**Hydrogen transfer from rigid SiH₄ to triplet S: gaps between six levels of theory**

The table holds energies along a rigid Si–H scan (Ansatz 0.2.0, cc-pVDZ) at RCCSDT(Q), UCCSD(T), BCCD(T), RCCSD, RMP2 and PBE0, counted from the row at 1.485 Å. The program fits two coupled Morse curves to the RCCSDT(Q) column (four constants, rms 1.2 kJ/mol) and tests whether each level's gap follows bond swapping plus mixing, the energy itself, or the stretch. The gaps of the (T) levels are about a fifth of the RCCSD gap throughout, and the mixing model does no better for them than proportionality to the energy. None of the models describes PBE0, which stays 26.7 kJ/mol low at the last row, and RMP2 minus RCCSD jumps by 4.1 kJ/mol just before the top. Three-point parabolas place the RCCSDT(Q) top 1.1 kJ/mol above the highest sampled row.

Calculated values. Ansatz 0.2.0; charge 0 e, spin multiplicity 3, basis cc-pVDZ, scan transfer, pair space electrons 4, pair space orbitals 4.

## Numerical check

```python
# Table: energies (kJ/mol, zero at Si-H 1.485 A) along a rigid H transfer, SiH4 + triplet S, Ansatz 0.2.0,
# cc-pVDZ, six levels. Tested: a two-state Morse model of the curve and simple models of each level's gap to RCCSDT(Q).
T = {
    'scan_distance': [1.381, 1.485, 1.603, 1.72, 1.838, 1.956, 2.074, 2.192, 2.31],  # angstrom
    'energy_uccsd_pt': [9.6, 0.0, 11.6, 35.0, 59.4, 73.6, 71.3, 58.0, 48.8],  # kJ/mol
    'energy_rccsdt_pq': [9.7, 0.0, 11.4, 34.5, 58.4, 72.2, 70.1, 57.1, 48.2],  # kJ/mol
    'energy_rccsd': [9.2, 0.0, 12.4, 36.8, 62.6, 78.2, 76.0, 61.5, 51.3],  # kJ/mol
    'energy_rmp2': [9.1, 0.0, 12.7, 38.0, 64.7, 76.2, 73.9, 59.1, 47.7],  # kJ/mol
    'energy_pbe0': [15.0, 0.0, 4.0, 18.4, 33.5, 40.8, 36.9, 26.3, 21.5],  # kJ/mol
    'energy_bccd_pt': [9.6, 0.0, 11.6, 35.0, 59.3, 73.4, 71.2, 57.9, 48.7],  # kJ/mol
}
import numpy as np
from scipy.optimize import least_squares
from scipy.constants import e, N_A
r = np.array(T['scan_distance'], float)
K = {'RCCSDT(Q)': 'energy_rccsdt_pq', 'UCCSD(T)': 'energy_uccsd_pt', 'BCCD(T)': 'energy_bccd_pt',
     'RCCSD': 'energy_rccsd', 'RMP2': 'energy_rmp2', 'PBE0': 'energy_pbe0'}
E = {k: np.array(T[v], float) for k, v in K.items()}
ref = E['RCCSDT(Q)']; i0 = int(np.argmin(abs(ref))); im = int(np.argmax(ref)); lv = list(K)[1:]
s = 3.69 - r              # Si...S from the listed geometry of the same run, assumed fixed along the scan
D1, D2 = 390.0, 360.0     # rough recalled Si-H and S-H well depths, kJ/mol
def model(p, a1, a2):
    V1 = D1*(1 - np.exp(-a1*(r - p[0])))**2
    V2 = p[2] + D2*(1 - np.exp(-a2*(s - p[1])))**2
    q = np.sqrt((V1 - V2)**2 + 4*p[3]**2); En = (V1 + V2 - q)/2
    return En - En[i0], 0.5*(1 + (V1 - V2)/q), V1 - V1[i0]
def fit(a1=1.5, a2=1.8):  # rough recalled Morse ranges, 1/A
    p = least_squares(lambda p: model(p, a1, a2)[0] - ref, [1.48, 1.35, 60, 60],
                      bounds=([1.3, 1.1, -100, 1], [1.7, 1.6, 300, 300]), x_scale=[0.01, 0.01, 10, 10]).x
    return (p,) + model(p, a1, a2)
def split(y, w):
    m = 4*w*(1 - w); X = np.c_[w - w[i0], m - m[i0]]
    c = np.linalg.lstsq(X, y, rcond=None)[0]
    return X*c, y - X @ c
rms = lambda x: np.sqrt(np.sum(x**2)/(len(x) - 1))   # the zero row carries no residual
p, M, w, V1 = fit()
print('Energies in kJ/mol, lengths in A; rounding: 0.05 per entry, 0.1 per difference')
print('Two-state fit: r_SiH %.3f, r_SH %.3f, offset %.0f, coupling %.0f; rms %.1f' % (*p, rms(M - ref)))
print(' Si-H   S-H  RCCSDT(Q) Si-H Morse alone  two-state  model-table  product weight')
for i in range(len(r)):
    print('%.3f  %.2f %7.1f %11.1f %14.1f %10.1f %12.2f' % (r[i], s[i], ref[i], V1[i], M[i], M[i] - ref[i], w[i]))
d = {k: E[k] - ref for k in lv}; j = E['RMP2'] - E['RCCSD']; ub = E['UCCSD(T)'] - E['BCCD(T)']
print('Gap to RCCSDT(Q): UCCSD(T) BCCD(T) RCCSD RMP2 PBE0 | RMP2-RCCSD | UCCSD(T)-BCCD(T)')
for i in range(len(r)):
    print('%.3f ' % r[i] + ' '.join('%7.1f' % d[k][i] for k in lv) + ' | %5.1f | %4.1f' % (j[i], ub[i]))
print('Step of RMP2-RCCSD from %.3f to %.3f: %.1f; next largest step %.1f'
      % (r[im-1], r[im], j[im] - j[im-1], np.sort(abs(np.diff(j)))[-2]))
def vert(y, i):
    c = np.polyfit(r[i-1:i+2], y[i-1:i+2], 2); x = -c[1]/(2*c[0]); return x, np.polyval(c, x)
print('Three-point parabolas: well at, depth | top at, height, above sampled | gap % at 1.956 | drop to 2.310')
for k in K:
    a, b = vert(E[k], i0), vert(E[k], im)
    print('%-10s %.3f %5.1f | %.3f %5.1f %4.1f | %6.1f | %5.1f'
          % (k, *a, *b, b[1] - E[k][im], 100*(E[k][im]/ref[im] - 1), E[k][im] - E[k][-1]))
print('Gap models: swap, mixing part at 1.956 | at 2.310 | rms, worst row | rms if ~energy | rms if ~stretch')
for k in lv:
    P, res = split(d[k], w); x = r - r[i0]; iw = int(np.argmax(abs(res)))
    print('%-9s %6.1f %6.1f | %6.1f %6.1f | %.2f, %.1f at %.3f | %.2f | %.2f' % (k, *P[im], *P[-1], rms(res), res[iw],
          r[iw], rms(d[k] - ref*(d[k] @ ref)/(ref @ ref)), rms(d[k] - x*(d[k] @ x)/(x @ x))))
alt = np.array([split(d['PBE0'], fit(a, b)[2])[0][im] for a in (1.4, 1.5, 1.6) for b in (1.6, 1.8, 2.0)])
print('PBE0 parts at 1.956 as Morse ranges vary: swap %.1f to %.1f, mixing %.1f to %.1f'
      % (alt[:, 0].min(), alt[:, 0].max(), alt[:, 1].min(), alt[:, 1].max()))
c = d['RCCSD']; f = {k: d[k] @ c/(c @ c) for k in lv[:2]}
print('Gap as fraction of RCCSD gap: ' + '; '.join('%s %.2f (worst misfit %.2f)' % (k, f[k], abs(d[k] - f[k]*c).max()) for k in f))
u = e*N_A/1e3   # below: total energies (eV) at 1.381 A, typed from the same runs
rohf, q4, t3, ut3 = -18741.1061, -18748.2412, -18748.2121, -18748.2129
sd, sdt = rohf - 6.998169, rohf - 7.130133
print('Totals at 1.381 above RCCSDT(Q): RCCSD %.1f, RCCSD(T) %.1f (fraction %.2f), RCCSDT %.1f'
      % (u*(sd - q4), u*(t3 - q4), (t3 - q4)/(sd - q4), u*(sdt - q4)))
g0 = u*(sd - q4); g1 = g0 + c[im] - c[0]
print('RCCSD(T)-RCCSDT %.1f, RCCSD(T)-UCCSD(T) %.2f; total RCCSD gap at 1.956 %.1f (+%.0f %%)'
      % (u*(t3 - sdt), u*(t3 - ut3), g1, 100*(g1/g0 - 1)))
assert all(int(np.argmax(E[k])) == im for k in K)
assert np.all(d['PBE0'][i0+1:] < 0) and abs(d['PBE0'][-1]) > 0.75*abs(d['PBE0'][im])
assert abs(ub).max() < 0.25 and all(0.1 < v < 0.3 for v in f.values())
assert j[im-1] > 0 > j[im]
```

Running it gives:

```
Energies in kJ/mol, lengths in A; rounding: 0.05 per entry, 0.1 per difference
Two-state fit: r_SiH 1.467, r_SH 1.379, offset 57, coupling 57; rms 1.2
 Si-H   S-H  RCCSDT(Q) Si-H Morse alone  two-state  model-table  product weight
1.381  2.31     9.7         7.0            7.6       -2.1         0.04
1.485  2.21     0.0         0.0            0.0        0.0         0.04
1.603  2.09    11.4        13.1           11.2       -0.2         0.05
1.720  1.97    34.5        38.7           33.0       -1.5         0.08
1.838  1.85    58.4        70.8           57.1       -1.3         0.16
1.956  1.73    72.2       105.2           73.2        1.0         0.37
2.074  1.62    70.1       139.1           70.8        0.7         0.66
2.192  1.50    57.1       171.2           56.0       -1.1         0.83
2.310  1.38    48.2       200.6           48.5        0.3         0.89
Gap to RCCSDT(Q): UCCSD(T) BCCD(T) RCCSD RMP2 PBE0 | RMP2-RCCSD | UCCSD(T)-BCCD(T)
1.381    -0.1    -0.1    -0.5    -0.6     5.3 |  -0.1 |  0.0
1.485     0.0     0.0     0.0     0.0     0.0 |   0.0 |  0.0
1.603     0.2     0.2     1.0     1.3    -7.4 |   0.3 |  0.0
1.720     0.5     0.5     2.3     3.5   -16.1 |   1.2 |  0.0
1.838     1.0     0.9     4.2     6.3   -24.9 |   2.1 |  0.1
1.956     1.4     1.2     6.0     4.0   -31.4 |  -2.0 |  0.2
2.074     1.2     1.1     5.9     3.8   -33.2 |  -2.1 |  0.1
2.192     0.9     0.8     4.4     2.0   -30.8 |  -2.4 |  0.1
2.310     0.6     0.5     3.1    -0.5   -26.7 |  -3.6 |  0.1
Step of RMP2-RCCSD from 1.838 to 1.956: -4.1; next largest step 1.2
Three-point parabolas: well at, depth | top at, height, above sampled | gap % at 1.956 | drop to 2.310
RCCSDT(Q)  1.488  -0.0 | 1.999  73.3  1.1 |    0.0 |  24.0
UCCSD(T)   1.487  -0.0 | 1.999  74.7  1.1 |    1.9 |  24.8
BCCD(T)    1.487  -0.0 | 1.999  74.5  1.1 |    1.7 |  24.7
RCCSD      1.484  -0.0 | 2.000  79.5  1.3 |    8.3 |  26.9
RMP2       1.483  -0.0 | 1.995  77.0  0.8 |    5.5 |  28.5
PBE0       1.523  -1.2 | 1.974  40.9  0.1 |  -43.5 |  19.3
Gap models: swap, mixing part at 1.956 | at 2.310 | rms, worst row | rms if ~energy | rms if ~stretch
UCCSD(T)     0.0    1.4 |    0.1    0.4 | 0.16, 0.3 at 1.838 | 0.14 | 0.40
BCCD(T)      0.0    1.2 |    0.1    0.4 | 0.15, 0.3 at 1.838 | 0.13 | 0.36
RCCSD        0.4    5.9 |    1.1    1.8 | 0.64, 1.1 at 1.720 | 0.57 | 1.63
RMP2        -1.0    6.7 |   -2.5    2.1 | 1.63, 3.2 at 1.838 | 1.77 | 2.57
PBE0        -6.1  -27.9 |  -16.0   -8.6 | 5.66, -9.7 at 1.720 | 4.28 | 6.76
PBE0 parts at 1.956 as Morse ranges vary: swap -8.3 to -4.2, mixing -28.9 to -26.6
Gap as fraction of RCCSD gap: UCCSD(T) 0.22 (worst misfit 0.10); BCCD(T) 0.19 (worst misfit 0.10)
Totals at 1.381 above RCCSDT(Q): RCCSD 13.2, RCCSD(T) 2.8 (fraction 0.21), RCCSDT 0.5
RCCSD(T)-RCCSDT 2.3, RCCSD(T)-UCCSD(T) 0.08; total RCCSD gap at 1.956 19.7 (+49 %)
```
